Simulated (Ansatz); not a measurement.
## A series in volume scale on Ge

Free energy against uniform scaling of the volume at fixed shape and fractions; periodic cell, basis, potentials, k mesh and filling as listed. The results are calculated, by Ansatz 0.2.0.

The cell before it is scaled or strained (space group Fd-3m, No. 227):
```
CELL_PARAMETERS angstrom
0.00000 2.82890 2.82890
2.82890 0.00000 2.82890
2.82890 2.82890 0.00000
ATOMIC_POSITIONS crystal
Ge 0.00000 0.00000 0.00000
Ge 0.25000 0.25000 0.25000
```

Settings of every row: functional PBE; dispersion D3(BJ); potentials PAW; wave cutoff 470 eV; density cutoff 1880 eV; k mesh 6x6x6; k shift 0x0x0; occupations fermi dirac; smearing width 0.05 eV; spin none.

Limits: coarse k mesh, up to 40 meV an atom off.

| row | volume scale | V (Å³/atom) | energy above lowest point (meV/atom) |
| --- | --- | --- | --- |
| 1 | 0.92 | 20.828 | 56.2 |
| 2 | 0.9467 | 21.432 | 29.1 |
| 3 | 0.9733 | 22.034 | 11.8 |
| 4 | 1 | 22.639 | ? |
| 5 | 1.0267 | 23.243 | 0 |
| 6 | 1.0533 | 23.845 | 3.4 |
| 7 | 1.08 | 24.45 | 11.8 |

Question: what energy above lowest point should row 4 give?

Worked fit of energy above lowest point. Take u = (V_r/V)^(2/3) − 1 with V_r = 22.639 Å³ an atom, which is twice the finite (Eulerian) strain; such expansions in the strain, on which the Birch-Murnaghan equation of state is built, carry the rest volume and the bulk modulus. The shown rows have u = 0.05716, 0.0372, 0.01822, -0.0174, -0.03401, -0.05001. Least squares give energy above lowest point = 2.42 + 319.1 × u + 10474 × u² + 6968 × u³ meV/atom; a parabola predicts inner rows, each left out in turn, worse (root mean square 0.37 against 0.07 meV/atom). All shown rows lie on it to the printed digit. Its lowest point lies at u = -0.0155, or V = 23.17 Å³ an atom, and the curvature there gives the bulk modulus at fixed shape and fractions, B = (4/9)(1 + u)² E″(u)/V = 60.5 GPa. The withheld row has u = 0, so the fit gives 2.42 + 319.1 × (0) + 10474 × (0)² + 6968 × (0)³ = 2.4 meV/atom.

The calculation gave 2.6 meV/atom. The fit lies 0.2 meV/atom (7.7 % of the value, 0.36 % of the column's range) below it; its largest miss of a shown row is 0.0 meV/atom.
